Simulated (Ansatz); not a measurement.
Pb: energy above lowest point and pressure against volume per atom

All results are calculated (Ansatz 0.2.0 development build). Equation of state of a cubic crystal from periodic Kohn-Sham density functional theory without spin; pressure corrected for the finite basis.

Cell of the first row (space group Fm-3m, No. 225):
```
cell vectors (Å)
   0.0000     2.4718     2.4718
   2.4718     0.0000     2.4718
   2.4718     2.4718     0.0000
atoms (fractions of the cell vectors)
Pb  0.00000  0.00000  0.00000
```

Settings of every row: formula Pb; structure type fcc; functional PBE; spin treatment none; k mesh 19x19x19; occupation method fermi-dirac; occupation width 0.061225619 eV; wave cutoff 700 eV; datasets soft-1 PAW; density cutoff ratio 4.

Limits: no spin-orbit coupling with 6p elements; the SCF threshold is loose for a stress in some rows.

```
row  volume per atom (Å³)  energy above lowest point (meV/atom)  pressure (GPa)
  1                30.203                                  14.5           2.692
  2                30.846                                  5.85           1.645
  3                31.488                                     ?               ?
  4                32.131                                     0          -0.119
  5                33.416                                  6.77          -1.516
```

Question: what energy above lowest point and pressure should row 3 give?

Worked fit of energy above lowest point. Take u = (V_r/V)^(2/3) − 1 with V_r = 31.489 Å³ an atom, which is twice the finite (Eulerian) strain; such expansions in the strain, on which the Birch-Murnaghan equation of state is built, carry the rest volume and the bulk modulus. The shown rows have u = 0.02819, 0.01385, -0.01337, -0.03882. Least squares give energy above lowest point = 1.175 + 212.74 × u + 9198.5 × u² meV/atom; a straight line predicts inner rows, each left out in turn, worse (root mean square 6.3 against 0.079 meV/atom). The rows lie off it by 0.02, -0.04, 0.03, -0.01. Its lowest point lies at u = -0.0116, or V = 32.04 Å³ an atom, and the curvature there gives the bulk modulus at fixed shape and fractions, B = (4/9)(1 + u)² E″(u)/V = 39.9 GPa. The withheld row has u = 2e-05, so the fit gives 1.175 + 212.74 × (2e-05) + 9198.5 × (2e-05)² = 1.18 meV/atom.

The calculation gave 1.16 meV/atom. The fit lies 0.02 meV/atom (1.7 % of the value, 0.14 % of the column's range) above it; its largest miss of a shown row is 0.04 meV/atom.

Worked fit of pressure. Take u = (V_r/V)^(2/3) − 1 with V_r = 31.489 Å³ an atom, which is twice the finite (Eulerian) strain; such expansions in the strain, on which the Birch-Murnaghan equation of state is built, carry the rest volume and the bulk modulus. The shown rows have u = 0.02819, 0.01385, -0.01337, -0.03882. Least squares give pressure = 0.7122 + 64.811 × u + 191.17 × u² GPa; a straight line predicts inner rows, each left out in turn, worse (root mean square 0.13 against 0.0035 GPa). The rows lie off it by 0.001, -0.002, 0.001, 0.000. The pressure vanishes at u = -0.0114, or V = 32.03 Å³ an atom, and there the bulk modulus at fixed shape and fractions is B = −V dP/dV = (2/3)(1 + u) dP/du = 39.9 GPa. The withheld row has u = 2e-05, so the fit gives 0.7122 + 64.811 × (2e-05) + 191.17 × (2e-05)² = 0.713 GPa.

The calculation gave 0.712 GPa. The fit lies 0.001 GPa (0.024 % of the column's range) above it, one unit of the last digit.
